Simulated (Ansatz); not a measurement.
**[SnH5]− (SMILES [H][Sn-]([H])([H])([H])[H]): methods side by side**

[SnH5]− has 6 atoms, charge -1, and is taken as a singlet. As SMILES, `[H][Sn-]([H])([H])([H])[H]`. Geometry: a GFN2-xTB relaxation, a rough one for these elements and not checked as a minimum.

Each level gives the vertical energy of the triplet above the singlet (eV). The values are calculated.

| level | kind | program | value (eV) | less FCI/STO-3G |
| --- | --- | --- | --- | --- |
| SVWN5/STO-3G | LDA | Ansatz | 7.11 | -0.94 |
| PBE/STO-3G | GGA | Ansatz | 7.19 | -0.86 |
| r2SCAN/STO-3G | meta-GGA | Ansatz | 7.50 | -0.55 |
| B3LYP/STO-3G | global hybrid | Ansatz | 7.62 | -0.43 |
| PBE0/STO-3G | global hybrid | Ansatz | 7.75 | -0.30 |
| RPA@PBE/STO-3G | RPA | Ansatz | 8.08 | +0.03 |
| MP2/STO-3G | perturbation theory | Ansatz | 8.85 | +0.80 |
| BCCD(T)/STO-3G | coupled cluster or CI | Ansatz | 8.07 | +0.02 |
| FCI/STO-3G | exact in the basis | Ansatz | 8.05 | 0.00 |

FCI/STO-3G is exact within its basis and frozen core, so for wave-function methods in that basis the difference is their error; functionals converge differently with the basis, so for them it is only a difference. All-electron rows without a relativistic Hamiltonian named are non-relativistic. Spin-orbit coupling, which can split open shells on such heavy atoms by tenths of an eV, is left out. Sets without diffuse functions describe the anion poorly. The values span 7.11 to 8.85 eV. A triplet this far above the singlet is often a Rydberg-like or dissociative state; sets without diffuse functions put Rydberg states too high. All rows use very small basis sets, so even the best lies far from the true value. In the correlated wave-function rows the outer d shell of Sn is correlated, in sets not made for it.

Every level places the singlet well below the triplet at this geometry, as expected for a closed-shell hypervalent hydride. In the usual picture of such an anion, the highest occupied orbital belongs to a three-centre, four-electron bond and sits mainly on the hydrogens. The triplet moves an electron from there into a Sn–H antibonding orbital, which costs bonding as well as promotion energy. A minimal basis has no room for a Rydberg state, so the computed triplet is necessarily of this valence kind.

BCCD(T) comes within 0.02 eV of the exact result in the basis, whereas MP2 overshoots by 0.80 eV, probably because second order treats correlation unevenly in the two states. The ordering is therefore secure within this model, but the size of the gap is sensitive to the treatment of correlation. In the real anion, a triplet this high would probably lie above the electron-detachment threshold and be a resonance rather than a bound state. A vertical gap also leaves open whether the anion resists loss of hydride or dihydrogen.
